# The Hückel spectrum of the polyacenes, and the infinite chain as a zigzag ribbon

A polyacene with $n$ linearly fused hexagons (benzene, naphthalene, anthracene, ...) has $4n+2$ carbon atoms and as many $\pi$ electrons. Its Hückel levels are known in closed form for every $n$, a result due to Coulson (1948). At each **Predict**, stop and write down your own next step before reading on.

## 1. Premises and conventions

1. Each carbon carries one $2p_z$ orbital, and the orbitals are taken as orthonormal.
2. Every diagonal element is $\alpha$. Every element between bonded carbons is $\beta<0$, the same for all bonds. All other elements vanish.
3. Electrons are independent and fill the levels from the bottom, two per orbital.

Write $E=\alpha+x\beta$. Because $\beta<0$, positive $x$ is bonding. The secular equations become
$$x\,c_r=\sum_{s\ \text{bonded to}\ r}c_s ,$$
so the $x$ are the eigenvalues of the adjacency matrix of the carbon skeleton.

Lay the long axis horizontally. The skeleton is two zigzag chains, upper and lower, of $2n+1$ atoms each. Along a chain two kinds of atom alternate. *Rung atoms*, with coefficients $a_j$, $j=0,\dots,n$, are bonded across to their partners in the other chain. *Apex atoms*, with coefficients $b_j$, $j=1,\dots,n$, are the tips of the hexagons, and $b_j$ sits between $a_{j-1}$ and $a_j$. Each chain reads $a_0,b_1,a_1,\dots,b_n,a_n$. A prime marks the lower chain.

> **Predict.** Which symmetry halves the problem, and what becomes of the rung bond?

## 2. Reflection turns the rung into a site energy

The mirror plane that contains the long axis and stands perpendicular to the molecule exchanges the chains. It commutes with the Hamiltonian and squares to one, so orbitals can be chosen with $a_j'=\sigma a_j$, $b_j'=\sigma b_j$, $\sigma=\pm1$. A rung atom has the neighbours $b_j$, $b_{j+1}$ and $a_j'$; an apex atom has $a_{j-1}$ and $a_j$. Hence
$$(x-\sigma)\,a_j=b_j+b_{j+1},\quad j=0,\dots,n,\tag{1}$$
$$x\,b_j=a_{j-1}+a_j,\quad j=1,\dots,n.\tag{2}$$
The end atoms $a_0$ and $a_n$ have only one apex neighbour. Equation (1) covers them if we define
$$b_0=b_{n+1}=0.\tag{3}$$
Each sector $\sigma$ is a chain of $2n+1$ sites with the site term $\sigma$ on every rung atom, and must give $2n+1$ levels.

> **Predict.** You can eliminate the $a_j$ or the $b_j$. Which choice leaves simple boundary conditions, and which value of $x$ needs separate care?

## 3. Elimination of the rung atoms

Eliminating the $b_j$ would give end equations for $a_0$ and $a_n$ that differ from the interior ones. Eliminating the $a_j$ keeps the clean conditions (3). It requires division by $x-\sigma$, so there are two cases.

**Case $x=\sigma$.** Equation (1) gives $b_{j+1}=-b_j$, and with $b_0=0$ all $b_j$ vanish. Equation (2) then gives $a_j=-a_{j-1}$. There is exactly one solution, $a_j\propto(-1)^j$. It is a row of ethylene units on the rungs, bonding for $\sigma=+1$ and antibonding for $\sigma=-1$, with alternating signs that cancel on every apex atom. So $x=\pm1$ occurs for every $n$.

**Case $x\ne\sigma$.** Multiply (2) by $x-\sigma$ and insert (1) for $a_{j-1}$ and $a_j$:
$$x(x-\sigma)\,b_j=b_{j-1}+2b_j+b_{j+1}.\tag{4}$$
The $b_j$ cannot all vanish, since (1) would then make all $a_j$ vanish too. So $\lambda=x(x-\sigma)-2$ must be an eigenvalue of $\lambda b_j=b_{j-1}+b_{j+1}$ with the ends (3). This is the Hückel problem of a linear polyene of $n$ atoms.

> **Predict.** Solve it, and check that the count comes to $2n+1$.

Try $b_j=\sin j\theta$, which satisfies $b_0=0$. The identity $\sin(j-1)\theta+\sin(j+1)\theta=2\cos\theta\sin j\theta$ gives $\lambda=2\cos\theta$. The condition $b_{n+1}=0$ gives
$$\theta_k=\frac{k\pi}{n+1},\qquad k=1,\dots,n .$$
These are $n$ distinct eigenvalues of an $n\times n$ matrix, so none is missing. Then
$$x(x-\sigma)=2+2\cos\theta_k=4\cos^2(\theta_k/2),\tag{5}$$
a quadratic with discriminant $1+4(2+2\cos\theta_k)$, so that
$$x=\tfrac12\left[\sigma\pm s_k\right],\qquad s_k=\sqrt{9+8\cos\theta_k}.$$
The right side of (5) is strictly positive, so no root equals $\sigma$ and the division was allowed. Conversely, defining $a_j$ by (1) makes (2) equivalent to (4), so each root is a true level. Different $k$ give different roots. Each sector thus has $2n+1$ distinct levels, as required. Joining the sectors:
$$\boxed{\,x=\pm1,\qquad x=\pm\tfrac12\left[1\pm\sqrt{9+8\cos\frac{k\pi}{n+1}}\,\right],\quad k=1,\dots,n\,}\tag{6}$$
with independent signs. The spectrum is symmetric about $x=0$, as the Coulson–Rushbrooke pairing theorem demands for an alternant hydrocarbon. Partners share $k$ and have opposite $\sigma$.

> **Predict.** Evaluate (6) for benzene and naphthalene. Where does the degeneracy of benzene come from?

For $n=1$, $\cos\theta_1=0$ and $s_1=3$, so $x=\pm2,\pm1$, and the rung states add a second $\pm1$. The pair at $x=1$ is the rung state with $\sigma=+1$ and the root $(s_1-1)/2$ with $\sigma=-1$. The same coincidence recurs for every odd $n$, at $k=(n+1)/2$. For $n=2$, $s=\sqrt{13}$ and $\sqrt5$, and the bonding levels are $x=2.303,\ 1.618,\ 1.303,\ 1,\ 0.618$.

## 4. Where the orbitals live

From (1), $b_j+b_{j+1}=2\cos(\theta/2)\sin(j+\tfrac12)\theta$, and (5) gives $1/(x-\sigma)=x/[4\cos^2(\theta/2)]$. Therefore
$$a_j=\frac{x}{2\cos(\theta/2)}\,\sin(j+\tfrac12)\theta .$$
For $\theta=\theta_k$ both $\sum_{j=1}^n\sin^2 j\theta$ and $\sum_{j=0}^n\sin^2(j+\tfrac12)\theta$ equal $(n+1)/2$: write $\sin^2u=(1-\cos2u)/2$, and each cosine sum over $j=0,\dots,n$ is a geometric series proportional to $\sin(n+1)\theta_k=0$. The ratio of rung weight to apex weight is then $x^2/[4\cos^2(\theta/2)]=x/(x-\sigma)$, and the fraction of the orbital on apex atoms is
$$w=\frac{x-\sigma}{2x-\sigma}.\tag{7}$$

## 5. The gap

> **Predict.** Which $\sigma$ and which $k$ give the HOMO?

Since $\cos\theta_k>-1$, every $s_k$ exceeds 1. The positive levels are therefore $1$, the $n$ values $(s_k+1)/2$ with $\sigma=+1$, and the $n$ values $(s_k-1)/2$ with $\sigma=-1$. These $2n+1$ orbitals hold exactly $4n+2$ electrons. The smallest $s_k$ has $k=n$, where $\cos\theta_n=-\cos\phi$ with $\phi=\pi/(n+1)$. As $\cos\phi\ge0$, $s_n\le3$ and $(s_n-1)/2\le1$, so this level is the HOMO. The LUMO is its partner at $-x$, and
$$\boxed{\,\Delta E_n=|\beta|\left[\sqrt{9-8\cos\frac{\pi}{n+1}}-1\right]}\tag{8}$$
HOMO and LUMO have the same apex pattern $\sin j\theta_n$ and opposite $\sigma$, so the transition dipole between them lies along the short axis. By (7) the HOMO has $w=(x+1)/(2x+1)$. This is $0.724$ in naphthalene and tends to 1 as $x\to0$.

> **Predict.** The Hückel gap of a uniform polyene falls as the inverse of its length. Does this one?

Write $9-8\cos\phi=1+u$ with $u=16\sin^2(\phi/2)=4\phi^2-\phi^4/3+\dots$ Then $\sqrt{1+u}-1=u/2-u^2/8+\dots=2\phi^2-(\tfrac16+2)\phi^4+\dots$, so
$$\Delta E_n=\frac{2\pi^2|\beta|}{(n+1)^2}\left[1-\frac{13}{12}\frac{\pi^2}{(n+1)^2}+\dots\right].\tag{9}$$
The gap falls as the inverse square of the length. The leading term always lies above the exact value, because $\sqrt{1+u}-1<u/2$ and $u<4\phi^2$. It is too large by $4.6$ per cent at $n=14$.

The total energy is also compact. The two positive levels of each $k$ add up to $s_k$, so
$$E_\pi=(4n+2)\alpha+\beta\Big[2+2\sum_{k=1}^n s_k\Big],$$
where the bracket is $8$ for benzene and $13.683$ for naphthalene.

## 6. The infinite chain

A zigzag graphene ribbon is a strip of $N$ parallel zigzag chains. One chain alone is the skeleton of trans-polyacetylene. Two chains make the narrowest ribbon that contains hexagons, and this is infinite polyacene. Its cell holds four carbons and has length $a=\sqrt3\,d$ for regular hexagons of side $d$. The apex atoms are the edge atoms of the ribbon.

Equation (4) holds unchanged, and (3) is replaced by Bloch's condition $b_j=e^{iqj}$ with $q=\kappa a$ in $(-\pi,\pi]$, where $\kappa$ is the wave number. This gives (5) with $\theta_k\to q$, and four bands
$$x(q)=\tfrac12\left[\sigma\pm\sqrt{1+16\cos^2(q/2)}\right].\tag{10}$$
The levels of the finite molecule lie exactly on these bands, at $q=k\pi/(n+1)$.

> **Predict.** Put $q=\pi$ in (10). What are the four states, and which survive in a finite molecule?

At $q=\pi$ the root is 1, and $x=\pm1,0,0$. Neighbouring cells have opposite signs, so the coupling between rung and apex atoms cancels. The levels $\pm1$ are the rung states of Section 3, which are thus the $k=n+1$ members of the outer bands. The two levels at $x=0$ are $b_j=(-1)^j$ with $a_j=0$, one on each edge. A finite molecule lacks them because $\sin j\pi=0$.

Set $q=\pi-\delta$ and let $y=|x|$ for the two inner bands. For either one (5) reads $y(y+1)=4\sin^2(\delta/2)$, so
$$E-\alpha=\pm|\beta|\left[\delta^2-\tfrac{13}{12}\delta^4+\dots\right].\tag{11}$$
The bands touch quadratically at the zone edge. The power has a plain origin. An edge state couples to the rung atoms of its own chain with amplitude $|1+e^{iq}|\approx|\delta|$, and it needs two such steps, joined by the rung, to reach the other edge. Equation (9) is twice (11) at $\delta=\pi/(n+1)$: the gap of a long acene is the confinement energy of an electron and a hole in parabolic bands.

> **Predict.** Find the effective mass and the density of states near $E=\alpha$.

With $\delta=a\,\Delta\kappa$, matching $|\beta|a^2\Delta\kappa^2$ to $\hbar^2\Delta\kappa^2/2m^*$ gives
$$m^*=\frac{\hbar^2}{2|\beta|a^2}$$
for electrons and holes alike. Filling the conduction band for $|\delta|<\delta_F$ takes $\nu=2\cdot2\delta_F/2\pi=2\delta_F/\pi$ electrons per cell, spin included. With $\epsilon=E-\alpha=|\beta|\delta_F^2$,
$$g(\epsilon)=\frac{d\nu}{d\epsilon}=\frac{1}{\pi\sqrt{|\beta|\,|\epsilon|}}\quad\text{per cell},$$
and by pairing the same form holds below $\alpha$. The density of states diverges at the Fermi level of the neutral chain.

The energy per cell follows from $\sum_k\to\frac{n+1}{\pi}\int_0^\pi dq$. With $9+8\cos q=17-16\sin^2(q/2)$,
$$\frac{E_\pi}{\text{cell}}=4\alpha+\beta\,\frac{2}{\pi}\int_0^\pi\!\sqrt{9+8\cos q}\,dq=4\alpha+\beta\,\frac{4\sqrt{17}}{\pi}\,\mathrm E\!\left(\tfrac{16}{17}\right)=4\alpha+5.611\,\beta,$$
where $\mathrm E(m)=\int_0^{\pi/2}\sqrt{1-m\sin^2t}\,dt$. Two uncoupled chains, with $x=\pm2\cos(q/2)$, give $16/\pi=5.093$. The rung is worth $0.518\,|\beta|$ per cell.

## 7. Range of validity

Equations (6), (8) and (10) are exact for the premises of Section 1 and any $n\ge1$. Equation (9) needs $n$ of about 14 or more for five per cent accuracy from its leading term, and (11) needs $\delta^2\ll1$. The physical limit is tighter. The gap goes to zero, so a neglected term that splits the two edge states overtakes it at some length.

> **Predict.** Rank these by the harm they do to the quadratic touching: second-neighbour hopping, bond alternation, hopping across the ring, electron repulsion.

**Second-neighbour hopping** $\tau_2\beta$. It adds $2\tau_2\cos q$ to both diagonal terms and, through the link from an apex atom to the rung atoms of the other chain, multiplies the apex–rung coupling by $1+\sigma\tau_2$. To first order in $\tau_2$ the inner bands become $x\approx-2\tau_2-(\sigma+\tau_2)\delta^2$. The curvatures change by the fractions $\pm\tau_2$, typically of order a tenth, and no gap opens.

**Bond alternation.** Let the bonds along both chains alternate as $\beta(1\pm\eta)$, keeping the mirror. The right side of (5) becomes $|(1+\eta)+(1-\eta)e^{iq}|^2$, which is $4\eta^2$ at $q=\pi$. The gap is about $8\eta^2|\beta|$, second order in $\eta$, or $0.02\,|\beta|$ for an illustrative $\eta=0.05$.

**Hopping across the ring** $\tau\beta$, between para positions. It joins the two apex atoms of a ring directly and joins each rung atom to the opposite rung atoms of the adjacent rungs:
$$(x-\sigma\tau)\left[x-\sigma(1+2\tau\cos q)\right]=4\cos^2(q/2).$$
At $q=\pi$ the edge states move to $x=\sigma\tau$. For $\tau>0$ this inverts their order, since the $\sigma=-1$ band was the filled one. The bands now cross where $x=0$, that is $\tau(1-2\tau\cos\delta)=2-2\cos\delta$, or $\cos\delta_c=(2-\tau)/(2-2\tau^2)$. An approximate typical value $\tau=0.1$ gives a splitting $2\tau|\beta|=0.2\,|\beta|$ and $\delta_c=0.29$, which equals $\pi/(n+1)$ at $n+1\approx11$. Near ten rings this term is as large as the whole Hückel gap, and the monotonic law (9) is lost.

**Electron repulsion.** Add an on-site repulsion $U$ in mean field, keep only the edge states ($w\approx1$), and let the upper edge carry a spin moment $m=\langle n_\uparrow-n_\downarrow\rangle$ per apex atom and the lower edge $-m$. An up-spin electron feels $U\langle n_\downarrow\rangle$, that is $-D$ on the upper edge and $+D$ on the lower, up to a constant, with $D=Um/2$. The edges are coupled by $|\beta|\delta^2$, so the energies are $\pm W$, $W=\sqrt{D^2+\beta^2\delta^4}$. The filled state has the weight $(1+D/W)/2$ on the upper edge for up spin and $(1-D/W)/2$ for down spin. Then $m=\int\frac{d\delta}{2\pi}\frac{D}{W}$, and the substitution $\delta=v\sqrt{D/|\beta|}$ gives
$$1=\frac{U}{4\pi}\frac{J}{\sqrt{D|\beta|}},\qquad J=\int_{-\infty}^{\infty}\frac{dv}{\sqrt{1+v^4}}=3.708 .$$
A solution exists for any $U>0$, with the gap $2D=2(J/4\pi)^2U^2/|\beta|=0.17\,U^2/|\beta|$ to leading order in $U/|\beta|$. For $U\approx|\beta|$, a typical mean-field choice, this serves as an estimate of size only. It again matches the Hückel gap near ten rings. The broken spin symmetry belongs to the mean-field treatment and signals strong correlation between the edges. It does not establish magnetic order in a one-dimensional chain.

The last two terms are the harmful ones. Finally, (8) is a difference of orbital energies and does not distinguish the singlet excitation, the triplet excitation and the gap for adding and removing an electron.

## 8. Numerical illustration

Take as inputs the typical graphene values $|\beta|=2.7$ eV and $d=1.42$ Å, so that $a=2.46$ Å. All results are the model's.

At $q=0$ the root in (10) is $\sqrt{17}$, and $|x|=2.562$ and $1.562$. The outer bands run from $|E-\alpha|=6.92$ eV to $2.7$ eV, the inner bands from $4.22$ eV to zero. With $|\beta|a^2=16.34$ eV Å$^2$ and $\hbar^2/2m_e=3.810$ eV Å$^2$, the mass is $m^*=0.23\,m_e$. The rung stabilisation is $1.40$ eV per cell.

> **Predict.** How many electrons per cell raise the Fermi level by only $0.10$ eV?

Here $y=0.10/2.7=0.0370$. The exact relation $y(y+1)=4\sin^2(\delta_F/2)$ gives $\delta_F=0.196$ and $\nu=0.125$; the parabola gives $0.123$. About one added electron per eight rings is needed, which shows how flat the bands are.

Finite pieces of the ribbon approach the gapless limit as follows.

| $n$ | $\Delta E_n/\lvert\beta\rvert$, eq. (8) | $2\pi^2/(n+1)^2$ | $\Delta E_n$ (eV) |
|---|---|---|---|
| 1 | 2.000 | 4.935 | 5.40 |
| 2 | 1.236 | 2.193 | 3.34 |
| 3 | 0.8284 | 1.234 | 2.24 |
| 5 | 0.4394 | 0.5483 | 1.19 |
| 10 | 0.1507 | 0.1631 | 0.407 |
| 20 | 0.04372 | 0.04476 | 0.118 |
| 50 | 0.007558 | 0.007589 | 0.0204 |

On the same scale the cross-ring splitting is $0.54$ eV and the mean-field gap about $0.5$ eV. Both exceed the entries from $n=10$ down the table and the $0.10$ eV window used above. The mass, the doping figure and the vanishing gap therefore describe the nearest-neighbour model and not a real ribbon at those energies, while the band widths of several eV are much less sensitive. As typical knowledge, the model gap lies well below that of real acenes: the lowest bright absorption of pentacene is typically near 2.1 eV, of which the entry for $n=5$ is about $0.6$, and gaps typically quoted for acenes of ten or so rings are of order 1 eV, more than twice the entry for $n=10$.